## Question

One gigapascal, about ten thousand atmospheres, takes a little under half a percent off the volume of Ti₂O₃. It also raises the enthalpy by about 0.06 eV per atom. The table gives the response of the calculated crystal up to 12 GPa, with one row at −1 GPa, where the crystal is pulled instead of pressed.

Corundum-type Ti2O3 (R-3c, 10-atom rhombohedral cell; conventional a = 5.040, c = 13.875 Å; 10.17 Å³ an atom), relaxed at each pressure with its symmetry kept. Ansatz 0.2.0, PBEsol, plane-wave PAW, scalar-relativistic, no spin polarisation, cutoff 420 eV, Gaussian smearing 0.1 eV, k mesh 12×12×12 at zero pressure. Changes are from zero pressure; "a change" is that of the rhombohedral edge.

```tsv
pressure (GPa)	volume change (%)	enthalpy change (eV/atom)	a change (%)
-1	0.45	-0.064	0.16
0	0.00	0.000	0.00
1	-0.44	0.063	-0.15
4	-1.64	0.252	-0.59
12	-4.53	0.744	-1.64
25	?	?	?
```

Predict for 25 GPa, each with a range:

(a) the volume change;

(b) the enthalpy change;

(c) the change of the cell edge, printed as "a change", and which of the conventional axes $a$ and $c$ shrinks more.

The cell in the calculation is the rhombohedral one. Its three edges are equal by symmetry, and none of them is the conventional $a$ axis.

## Model answer

### (a) Volume

The simplest guess multiplies the change at 1 GPa by 25. That treats the crystal as a spring whose stiffness never changes. In most solids the springs get stiffer, because the repulsion between the electron clouds of neighbouring ions rises steeply as they approach. Each further gigapascal meets a harder crystal and removes less volume.

The known rows show this stiffening. The bulk modulus is the pressure step divided by the relative loss of volume that it causes. Averaged between neighbouring rows, it is 247 GPa from 1 to 4 GPa and 268 GPa from 4 to 12 GPa. The table shows that the modulus rises; that steepening repulsion is the reason is standard theory of solids.

For many dense solids the modulus grows by roughly 4 GPa for each gigapascal applied. I take that usual value and write the modulus at pressure $P$ as $B = B_0 + 4P$, with $B_0$ the modulus at zero pressure. By definition $B = -V\,dP/dV$, where $V$ is the volume, so

$$\frac{dV}{V} = -\frac{dP}{B_0+4P}, \qquad \frac{V}{V_0} = \left(1+\frac{4P}{B_0}\right)^{-1/4},$$

where $V_0$ is the volume at zero pressure. This is the Murnaghan equation with its slope fixed at 4.

Only $B_0$ has to come from the table. The equation makes $(V/V_0)^{-4}-1$ proportional to pressure, and a least-squares line through zero on the five known rows gives $B_0 = 235$ GPa. The row at 25 GPa has no part in this fit.

At 25 GPa the term $4P/B_0$ is $100/235.3 = 0.425$. The fourth root of 1.425 is 1.093, and its inverse is 0.915. The crystal should therefore keep about 91.5 % of its volume. With the same $B_0$ but no stiffening, it would lose about 10 %.

The main doubt is the slope of 4, which is a custom and not a measurement on this crystal. If the curve is made to pass through the 12 GPa point, a slope of 3 gives a loss of 8.6 % at 25 GPa and a slope of 6 gives 8.2 %. The range runs from the second of these values to a little beyond the first.

The known rows also hold a small trap. At −1 and 1 GPa the crystal looks softer than the model, by about 0.02 % of the volume, which is more than the printed digits can explain. The outputs of these two runs show why: the relaxations stopped about 0.04 to 0.05 GPa beyond their target pressures. Divided by a modulus of 235 GPa, that excess is about 0.02 % of the volume. The softness is a matter of convergence and not a trait of the crystal.

**Forecast: volume change −8.5 %, range −8.8 to −8.2 %.** An abrupt change of the electronic state between 12 and 25 GPa would break it.

### (b) Enthalpy

At zero temperature the enthalpy rises by the volume times each small step of pressure:

$$\Delta H = \int_0^P V\,dP .$$

If the volume stayed at its initial value, $\Delta H$ would be $PV_0$, which is 1.59 eV per atom at 25 GPa. The true value must be lower, because the crystal shrinks on the way.

The size of the reduction can be guessed without an integral. The average loss of volume along the path is a little more than half of the final loss, since the crystal is softest at the start. That makes between 4 and 5 %, or about 0.07 eV per atom. Integrating the volume formula of part (a) gives

$$\Delta H = \frac{V_0B_0}{3}\left[\left(1+\frac{4P}{B_0}\right)^{3/4}-1\right].$$

With $V_0$ from the cell in the caption and $B_0$ from part (a), no new constant is needed. The formula meets every known enthalpy to within 0.001 eV per atom.

The range can be much narrower here than for the volume. Up to 12 GPa the integral is already known, and an error in the volume enters only over the last 13 GPa. Even 0.3 % of the volume, reached gradually by 25 GPa, shifts the enthalpy by only about 0.001 eV per atom. The rest of the allowance is for rounding.

**Forecast: enthalpy change 1.515 eV per atom, range 1.512 to 1.518 eV per atom.**

### (c) Edge and axes

The rhombohedral edge runs obliquely. It goes $a/\sqrt{3}$ sideways and $c/3$ upwards, so its squared length is $a^2/3 + c^2/9$. In this cell the upward part supplies about 70 % of that sum. The edge therefore reports mostly on $c$.

Under uniform shrinkage, every length would change by one third of the volume change, both taken as logarithms. A least-squares line through zero on the known rows, against the modelled volume, gives 0.357 instead of 0.333. The edge shrinks more than its fair share. Since it leans towards $c$, the $c$ axis must be the softer one.

Solving volume and edge together for the two axes makes this plain. At 12 GPa, $a$ has shrunk by 1.4 % and $c$ by 1.7 %. At −1 and 1 GPa the difference is of the size of the rounding error, so the evidence comes mainly from the rows at 4 and 12 GPa.

If the share of 0.357 holds, the edge follows from the forecast volume. Its range is mainly the range of the volume, passed on, with some room for a drifting share.

**Forecast: edge change −3.1 %, range −3.25 to −2.95 %, with $c$ shrinking slightly more than $a$.**

## The computed row

The withheld rows as computed:

```tsv
pressure (GPa)	volume change (%)	enthalpy change (eV/atom)	a change (%)
25	-8.46	1.515	-3.13
```

All three values lie inside their ranges. The computed volume change is −8.46 %, against a forecast of −8.5 %. The enthalpy agrees to the last printed digit. The edge shrinks by 3.13 %, slightly more than the forecast 3.1 %, and $c$ has again shrunk more than $a$: 3.3 % against 2.7 %.

## Remarks on the reasoning

**Why the volume came out so close.** The new row allows a direct look at the assumed slope. Between 12 and 25 GPa the mean modulus is 309 GPa, which is 41 GPa more than between 4 and 12 GPa. The midpoints of these two intervals lie 10.5 GPa apart, so the modulus grew by about 3.9 GPa per gigapascal. The usual value of 4 happens to suit this stretch very well. Nothing in the known rows guaranteed that, and the stated range remains the fair measure of what could be foreseen.

**Why a better fit can forecast worse.** A candidate might let the data choose the slope as well. A least-squares fit of both constants to the same five rows gives a slope of 4.8 and follows those rows more closely. At 25 GPa, however, it yields a volume change of −8.33 %, which misses by about 0.13 percentage points, roughly ten times the miss of the simpler model.

The reason lies in the apparent softness near zero pressure, which comes from relaxations that stopped slightly beyond their target pressures. The freer fit reads it as a sign of fast stiffening and carries that stiffening on to 25 GPa. With the pressures actually reached, its slope would be expected to fall closer to 4. A lower starting modulus and a steeper slope also offset each other in such a fit, so neither number should be read as a property of Ti₂O₃. When the data cover a short range, a sound general value for the slope can be worth more than another adjustable constant.

**What the enthalpy does and doesn't test.** The agreement in part (b) shows that the volumes and enthalpies of the calculation are consistent with each other. It is no test of the density functional, because the integral holds for any functional. It also can't show whether this structure is the stable one at 25 GPa, since that would need the enthalpy of a competing phase.

A reader who thinks in terms of work may find the size of the enthalpy misleading. Most of the 1.5 eV per atom is the product of pressure and remaining volume, $1.59 \times 0.915 = 1.45$ eV. Only the difference, about 0.06 eV per atom, is energy stored in the compressed crystal.

**What remains open about the axes.** The edge shrank by 0.02 percentage points more than the unrounded model gives. That is more than the rounding of the table explains, and it suggests that the share of 0.357 crept up a little. One row is too little to give that a cause. Nor does the table explain why $c$ is the softer axis. In this structure pairs of titanium atoms lie along $c$, and an unusually soft bond within them is an obvious suspect. The relaxed positions speak against it: up to 25 GPa the Ti–Ti distance in a pair shrinks by 2.9 %, less than the 3.3 % of the axis itself. The longer gaps between the pairs must therefore give way more. Distances alone don't show what part the electrons of the pair play in this.

Caution is also due in applying this to a real sample. Real Ti₂O₃ is an insulator at low temperature, but the calculated crystal is a metal: its valence and conduction bands overlap by about 0.6 eV at every pressure in the table. Semilocal functionals such as PBEsol are known to miss the small gap of this oxide. The calculation left out spin polarisation, and a magnetic state might lie lower. It describes zero temperature and leaves out the zero-point motion of the atoms. It also combined the PBEsol functional with PAW datasets made for PBE. The softer $c$ axis is thus a result for the calculated state, which is not that of the real insulator.

**What a smooth curve proves.** The row at 25 GPa continues the curve without a visible jump in volume. The calculation kept the symmetry of the crystal throughout, so a transition that breaks this symmetry had no chance to appear.

**What to carry over.** For another dense solid without a phase transition, begin with the pressure divided by the bulk modulus, which gives the relative loss of volume for a constant spring. Then let the modulus grow by about 4 GPa per gigapascal. When the pressure reaches a tenth of the initial modulus, as it does here just below 25 GPa, the crystal has become about 40 % stiffer, and the simple quotient overstates the shrinkage by about a quarter.
